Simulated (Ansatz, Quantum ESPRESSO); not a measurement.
GaF: energy against volume and a worked fit

```
CELL_PARAMETERS angstrom
3.16592 0.00000 0.00000
0.00000 3.16592 0.00000
0.00000 0.00000 3.16592
ATOMIC_POSITIONS crystal
Ga 0.00000 0.00000 0.00000
F 0.50000 0.50000 0.50000
```

The cell comes from a database or a generator and needn't be the stable form of this composition.

The cell was scaled at fixed shape and fractions and run with Quantum ESPRESSO, SSSP 1.3 efficiency PBE, cutoff 952 eV; PBE, k mesh 8 × 8 × 8 on the cell of 2 atoms, fermi-dirac occupations of 0.05 eV, no spin polarisation, no spin-orbit coupling. Energies are those that the program minimises, any entropy of the smearing included.

```csv
V (Å³/atom),energy over the lowest row (meV/atom)
14.9141,8.946
15.2314,3.918
15.5488,?
15.8661,0.000
16.1834,0.778
16.5007,3.140
16.8181,6.937
```

Problem. Fit the third-order Birch-Murnaghan form, give V0, B0 and B′, and predict the energy left open.

Solution. With y = (V0/V)^(2/3), E = E0 + (9 V0 B0/16) [(y - 1)³ B′ + (y - 1)² (6 - 4y)]. Least squares through the rows shown give V0 = 15.8810 Å³/atom, E0 = 0.008 meV, B0 = 44.04 GPa (1 eV/Å³ = 160.218 GPa) and B′ = 3.79, with a largest miss of 0.010 meV. At V = 15.5488 the form with these constants gives 0.996 meV; the run gave 0.997 meV an atom. Other set-ups at this level, from all their volumes (Å³/atom, GPa): Ansatz, Ansatz PAW (earlier soft set): V0 15.891, B0 43.91.

The energy well is shallow and smooth, and the withheld point falls on the fitted curve: 0.996 meV predicted against 0.997 meV computed. Because that volume lies inside the fitted range, the agreement supports the interpolation but says little about strong compression. The modest bulk modulus of 44.04 GPa is plausible for a mainly ionic solid of formally monovalent gallium. Singly charged ions give a weaker Coulomb attraction than a trivalent fluoride would, and gallium's filled valence s shell probably helps to keep the ions well apart. The well is steeper on the compressed side, as expected when the short-range repulsion between overlapping closed shells rises faster than the electrostatic attraction. The close match with the other set-up suggests that the equilibrium volume and stiffness depend little on the atomic datasets, though it doesn't test the functional they share. Uniform scaling also keeps gallium at an inversion centre, where its s and p states can't mix on site, so the curve can't reveal whether a lone-pair distortion would lower the energy.
